PM7 gives lead selenide a gap of 4.5 eV, which would suit a transparent insulator. Plane-wave PBE, with the same atoms at the same distances, gives 0.32 eV. The real crystal absorbs in the infrared, and its gap at room temperature is about 0.3 eV (a rough, recalled value). Because every gap here belongs to one fixed cell, relaxed beforehand with r2SCAN+rVV10, the disagreement can't come from the atomic positions. It comes from what each method charges for taking an electron out of a filled state and putting it into an empty one.

PbSe (Fm-3m, two-atom cell) by the methods named in the rows, without spin polarization or spin-orbit coupling. Gaps are from single points on the cell relaxed with r2SCAN+rVV10, volumes from each method's own relaxation or energy curve, and bulk moduli at fixed cell shape. DFT k meshes range from 4×4×4 to 8×8×8; the 64-atom rows use periodic clusters of cells.

```
               name                 kind  band gap (eV)  volume per atom (Å³)  bulk modulus (GPa)  atoms computed  rough processor time, order of size (s)
PBE coarse-settings  low cutoff and mesh          0.343                   n/a                 n/a               2                                        1
    GFN1-xTB tblite        tight binding          0.075                   n/a                 n/a              64                                        2
                PBE            semilocal          0.316                   n/a                 n/a               2                                        2
                PM7       semi-empirical          4.476                   n/a                 n/a              64                                        3
    PBE sz-orbitals          small basis          0.249                   n/a                 n/a               2                                        3
    GFN2-xTB tblite        tight binding          2.726                 30.75               25.10              64                                        4
            PBE SZV          small basis          0.354                 30.87               51.80               2                                        5
             r2SCAN            semilocal          0.603                   n/a                 n/a               2                                        7
                PM6       semi-empirical          3.307                   n/a                 n/a              64                                        8
           PBE DZVP          small basis          0.348                 29.88               47.10               2                                       10
            GLLB-SC      model potential          0.905                   n/a                 n/a               2                                       10
```

Three sizes are worth remembering. Changing the basis or the cutoff within PBE moves the gap by no more than about 0.1 eV. Going from PBE to r2SCAN, or from r2SCAN to GLLB-SC, moves it by about 0.3 eV. Going to a semi-empirical Hartree-Fock method moves it by several eV, and the likely main reason is that a whole physical effect drops out of the orbital energies.

That effect is screening. A Hartree-Fock orbital energy is the price of removing or adding one electron while all the others stay frozen. In a crystal they don't stay frozen: the electron clouds around a hole shift towards it, those around an added electron shift away, and both responses lower the price. PM6 and PM7 are built on the Hartree-Fock form, so their orbital gaps leave this relaxation out, except for what their fitted parameters happen to absorb.

A simple charging argument gives the order of size. A charge e spread over a sphere of radius R costs e²/(2R) in vacuum and only 1/ε of that inside a medium with dielectric constant ε. The gap involves two such charges, the electron and the hole, so the energy that a frozen description fails to recover is

ΔE ≈ (e²/R)(1 − 1/ε)

What counts here is the response of the electrons alone, without that of the ions. For lead selenide this electronic ε is roughly 20, so the bracket is close to one. With R between the size of an atom and a bond length, ΔE comes out at about 4.5 to 7 eV. PM6 and PM7 lie about 3 and 4 eV above plane-wave PBE, below that range but of the same order of size. A lower value is to be expected, since a crystal screens less well over such short distances than ε suggests, and the fitted parameters can absorb part of the effect. The estimate can't tell the two methods apart, because it contains only a radius and a dielectric constant, which are the same for both.

PBE errs in the other direction. Its potential depends smoothly on the density and its derivatives at each point, and it doesn't jump when an electron is added to a filled band. The exact theory has such a jump, the derivative discontinuity, and the true gap is the orbital gap plus this jump. In r2SCAN the potential acts on each orbital through the kinetic energy density, which brings part of the jump into the orbital gap, and GLLB-SC is designed to model it. The computed order, PBE below r2SCAN below GLLB-SC, agrees with this reasoning. The k meshes differ between runs, however, and a mesh that steps over the band edge would raise a gap, so the steps of 0.3 eV are sizes and not precise shifts.

The larger gap isn't automatically the better one. These calculations leave out spin-orbit coupling, which is strong in lead. The lowest empty states are mainly lead 6p, and the coupling mixes them with higher 6p states and so pushes them down, which narrows the gap by several tenths of an eV. PBE would then be left with almost no gap, or with its band edges in reversed order. Its closeness to the measured value is therefore largely a cancellation of errors. Temperature plays a part too: the measured gap belongs to a crystal at room temperature and shrinks on cooling, unlike that of most semiconductors, while the calculations hold the atoms still. The higher values of r2SCAN and GLLB-SC leave room for a correction that PBE can't afford.

The basis matters much less, which may surprise anyone who distrusts small basis sets for empty bands. The reason lies in the chemistry of the band edges. The highest filled states are selenium 4p mixed with lead 6s, and the lowest empty ones are lead 6p. All of these are valence orbitals of the free atoms, so even a minimal basis contains them. The five PBE rows accordingly stay within about 0.1 eV of each other, although that is still a third of so small a gap.

The two tight-binding rows depart from PBE in opposite directions: GFN1-xTB almost closes the gap, while GFN2-xTB opens it to 2.7 eV. Neither contains Hartree-Fock exchange, so the argument given for PM7 doesn't carry over to GFN2. GFN2 also shows that a gap can land more than 2 eV above PBE without such exchange, which makes missing screening the expected cause of the large PM gaps and not a proven one. A likely cause, not tested here, is that a narrow gap is the small difference between large level energies. Parameters fitted to molecules can place each level tolerably well and still get the difference badly wrong. The tight-binding and PM rows also come from 64-atom clusters, which see only a few k points of the crystal. These points include L, where plane-wave PBE has both band edges, but a method with its edges elsewhere could have a smaller gap than the table shows.

The gap and the volume test different parts of a method. The volume follows from the total energy of the filled states, whereas the gap also depends on where the empty ones lie. GFN2 and PBE in the SZV basis agree on the volume to within half a percent, yet their gaps differ by a factor of almost eight. Their bulk moduli differ by a factor of two. The modulus measures how sharply the energy curve bends, and two curves can have their minimum at the same place and bend quite differently.

To judge these volumes one needs to know what PBE itself prefers, free of the errors of a small basis. The plane-wave run supplies this indirectly. On the shared cell of 28.93 Å³ per atom it reports a pressure P of 1.93 GPa, which means that the crystal would like to expand. If the bulk modulus rises linearly with pressure, B = B₀ + B′P, integrating its definition B = −V dP/dV gives the Murnaghan relation between the compressed volume V and the relaxed volume V₀:

V₀ = V (1 + B′P/B₀)^(1/B′)

With B₀ = 47.1 GPa from the DZVP row and a typical B′ of 4.5, the estimate runs

V₀ = 28.93 × (1 + 4.5 × 1.93/47.1)^(1/4.5) ≈ 30.0 Å³ per atom

The DZVP calculation finds 29.88 Å³, about half a percent less. Its modulus entered the estimate but its volume did not, so the agreement is a fair check that this basis is good enough for the volume. SZV comes out almost 3 percent above the estimate, and GFN2 lies close to SZV. The agreement between those two is thus one between two overestimates. The printed output below gives the estimate with either modulus.

SZV is irregular in another way. A crystal with longer bonds is usually softer, but SZV gives both a larger volume and a modulus 10 percent higher than DZVP. The probable reason is that SZV has a single radial shape for each valence orbital. Such orbitals can't contract or spread as the bonds change length, and they have little freedom to polarize towards a neighbour. The bonds would then come out weaker and longer, while every departure from the preferred length would cost extra energy and make the curve bend more sharply.

The volume also acts back on the gap. In lead selenide the filled lead 6s states push the selenium 4p states upwards, and they push harder as the atoms come closer. Compression therefore raises the top of the valence band and narrows the gap, contrary to what happens in many other semiconductors. From the known size of this effect, letting PBE expand to its own volume would widen its gap by one or two tenths of an eV. That is a good part of the 0.29 eV that separates it from r2SCAN, so the comparison on a shared cell keeps the effect of volume out, and a comparison of fully relaxed crystals would give a different figure.

Computing time is a poor guide through all this, because it pays for different things. PBE in the DZVP basis and GLLB-SC take about ten seconds each, by a rough count, and their gaps differ by more than half an eV. Time spent on a better basis improves the answer to the question that PBE poses, and here it shows mostly in the volume. The large changes of the gap come with a change of the method itself.

The analysis program printed:

```
Gap and volume against references:
                  row  gap less plain PBE (eV)  volume above shared cell (%)
  PBE coarse-settings                    0.027                           n/a
      GFN1-xTB tblite                   -0.241                           n/a
                  PBE                        0                           n/a
                  PM7                     4.16                           n/a
      PBE sz-orbitals                   -0.067                           n/a
      GFN2-xTB tblite                     2.41                         6.291
              PBE SZV                    0.038                         6.706
               r2SCAN                    0.287                           n/a
                  PM6                    2.991                           n/a
             PBE DZVP                    0.032                         3.284
              GLLB-SC                    0.589                           n/a
Spread of the gap among the five PBE rows (eV): 0.105
Spread of the gap among all rows (eV): 4.401
Rank correlation of gap with rough time: 0.4818
GLLB-SC gap less r2SCAN gap (eV): 0.302
Predicted PBE volume with the DZVP modulus (A^3 per atom): 30.04
Predicted PBE volume with the SZV modulus (A^3 per atom): 29.94
DZVP volume above the first prediction (%): -0.5283
SZV volume above the first prediction (%): 2.767
SZV volume above DZVP volume (%): 3.313
SZV modulus above DZVP modulus (%): 9.979
GFN2 volume above SZV volume (%): -0.3887
GFN2 gap over SZV gap (ratio): 7.701
GFN2 modulus over SZV modulus (ratio): 0.4846
GFN2 modulus over DZVP modulus (ratio): 0.5329
Missing screening with R as bond length (eV, order of size): 4.487
Missing screening with R as atomic sphere (eV, order of size): 7.233
Rough rise of the PBE gap if its pressure is released (eV): 0.1737
```
